## How the tails of a CsI pulse-height peak respond to light, gain and noise

**Model.** A monoenergetic deposit gives a Poisson number of photoelectrons with mean $n=100$. Each is amplified by an independent gain $G$ of mean 1, so charge $Q$ is in photoelectrons (p.e.). $G$ is gamma-distributed with shape $k=4$ (relative rms $k^{-1/2}=0.5$, an illustrative photomultiplier value). The cumulants are $\kappa_r=n\langle G^r\rangle$, as for $n$ independent terms with cumulants $\langle G^r\rangle$. The standardized single-term cumulants $g_{r-2}=\langle G^r\rangle/\langle G^2\rangle^{r/2}$ are
$$g_1=\frac{k+2}{\sqrt{k(k+1)}},\quad g_2=\frac{(k+2)(k+3)}{k(k+1)},\quad g_3=\frac{(k+2)(k+3)(k+4)}{[k(k+1)]^{3/2}}.$$

**Result.** For $z=(Q-n)/\sigma$, $\sigma^2=\kappa_2$,
$$\langle e^{itz}\rangle=\exp\Big[-\frac{t^2}{2}+\frac{g_1(it)^3}{6\sqrt n}+\frac{g_2(it)^4}{24n}+\dots\Big].$$

*Predict: what appears at order $1/n$ on expanding?* The $g_2$ term and half the square of the cubic term. Since $(it)^re^{-t^2/2}$ inverts to $He_r(z)\phi(z)$, with $\phi$ the unit Gaussian and $He_r=(-1)^r\phi^{(r)}/\phi$,
$$p(z)=\phi(z)[1+A+B]+O(n^{-3/2}),$$
$$A=\frac{g_1He_3}{6\sqrt n},\qquad B=\frac1n\Big(\frac{g_2He_4}{24}+\frac{g_1^2He_6}{72}\Big).$$
The leading neglected term in the bracket is
$$C=n^{-3/2}\Big(\frac{g_3He_5}{120}+\frac{g_1g_2He_7}{144}+\frac{g_1^3He_9}{1296}\Big).$$
The remainder is absolute and uniform in $z$, apart from exponentially small features at $Q=0$ (the no-photoelectron weight $e^{-n}$). It needs a continuous gain; a sharp $G=1$ gives a comb.

We follow $\rho(z)=1+A+B\approx p/\phi$ at $z=\pm3$. At $+3$, $He_3,\dots,He_7=18,\,30,\,18,\,-96,\,-396$ and $He_9=1620$, so $A=3g_1/\sqrt n$. At $-3$, $A$ and $C$ change sign. Maximizing $\phi[1+A]$ near $z=0$ gives $z=-g_1/(2\sqrt n)$, a peak offset from the mean of $\Delta Q=-\kappa_3/(2\kappa_2)$, here $-(k+2)/(2k)=-0.75$ p.e.

**Change 1: four times the deposited energy.** *Predict $A$ and $\Delta Q$.* $A$ halves. $\Delta Q$ stays, because $\kappa_3$ and $\kappa_2$ both scale as $n$.

**Change 2: exponential gain, $k=1$.** *More skew or less?* Rare large gains weigh more in $\langle G^3\rangle$ than in $\langle G^2\rangle^{3/2}$. $A$ grows by the ratio of the $g_1$ values, 1.58, and $\Delta Q$ doubles to $-1.5$ p.e.

**Change 3: Gaussian amplifier noise equal in variance to the signal.** *Must $B$ shrink with $A$?* Noise adds only to $\kappa_2$. With signal fraction $f=1/2$ of the variance, $g_j\to f^{(j+2)/2}g_j$, so $A$ falls by the factor 0.354 and $\Delta Q$ halves. At $z=3$, $nB=\tfrac54g_2-\tfrac43g_1^2$ nearly cancels; the negative part scales as $f^3$, the positive as $f^2$, so $B$ rises.

| case | $g_1$ | $g_2$ | $A$ | $B$ | $C$ | $\rho(+3)$ | $\rho(-3)$ |
|---|---|---|---|---|---|---|---|
| baseline | 1.342 | 2.100 | 0.402 | 0.00225 | −0.00417 | 1.40 | 0.60 |
| $n=400$ | 1.342 | 2.100 | 0.201 | 0.00056 | −0.00052 | 1.20 | 0.80 |
| $k=1$ | 2.121 | 6.000 | 0.636 | 0.01500 | −0.01989 | 1.65 | 0.38 |
| noise | 0.474 | 0.525 | 0.142 | 0.00356 | −0.00045 | 1.15 | 0.86 |

$A,B,C$ refer to $z=+3$, with $z$ in units of each case's own $\sigma$. Because of the cancellation, $|C|$ rivals $B$ in the first three rows, so $\rho$ holds to two decimals at best.

**Exact test.** For $k=1$, summing gamma densities over Poisson weights gives, for $Q>0$,
$$P(Q)=e^{-n-Q}\sqrt{n/Q}\;I_1(2\sqrt{nQ}),\qquad p=\sigma P,\quad \sigma=\sqrt{2n},$$
with $I_1$ the modified Bessel function. Then $p/\phi=1.635$ at $+3$ and 0.404 at $-3$. The series misses both in the direction of $C$. The exact peak offset is $-1.50$ p.e.

**Change 4: look at $z=-5$ instead of $-3$, keeping $k=1$.** *Does the series get better or worse?* $A$ grows as $|z|^3/\sqrt n$ and passes unity. With $He_3=-110$, $He_4=478$, $He_6=7360$: $A=-3.889$ and $B=5.795$. The first-order density is negative, and $\rho=2.906$ against the exact $4.8\times10^{-4}$, too high by a factor $6.0\times10^{3}$. Yet the absolute error in $p$ drops from $1.1\times10^{-4}$ at $z=-3$ to $4.3\times10^{-6}$. Tail ratios are trustworthy only while $g_1|z|^3/(6\sqrt n)$ stays below about one.

**Real crystal.** These numbers are the model's. Its baseline Gaussian width is $2\sqrt{2\ln2}\,\sigma/n=26\,\%$ FWHM. An intrinsic CsI broadening of 5 % FWHM, a typical order, is a fluctuation of the light yield, that is of the Poisson mean upstream of the gain. Take that mean Gaussian with variance $v=(0.05\,n/2\sqrt{2\ln2})^2=4.5$. With $M=\langle e^{sG}\rangle$, the cumulant generating function $n(M-1)$ gains $v(M-1)^2/2$, so $\kappa_2=n\langle G^2\rangle+v=129.5$ and $\kappa_3=n\langle G^3\rangle+3v\langle G^2\rangle=204.4$. The skewness $\kappa_3/\kappa_2^{3/2}$ goes from 0.134 to 0.139: unlike amplifier noise, this broadening raises the model's $A$, by 3 %. Energy escape and uneven light collection add a low-side tail that the model lacks, so a real peak can exceed the model's $\rho(-3)$ severalfold.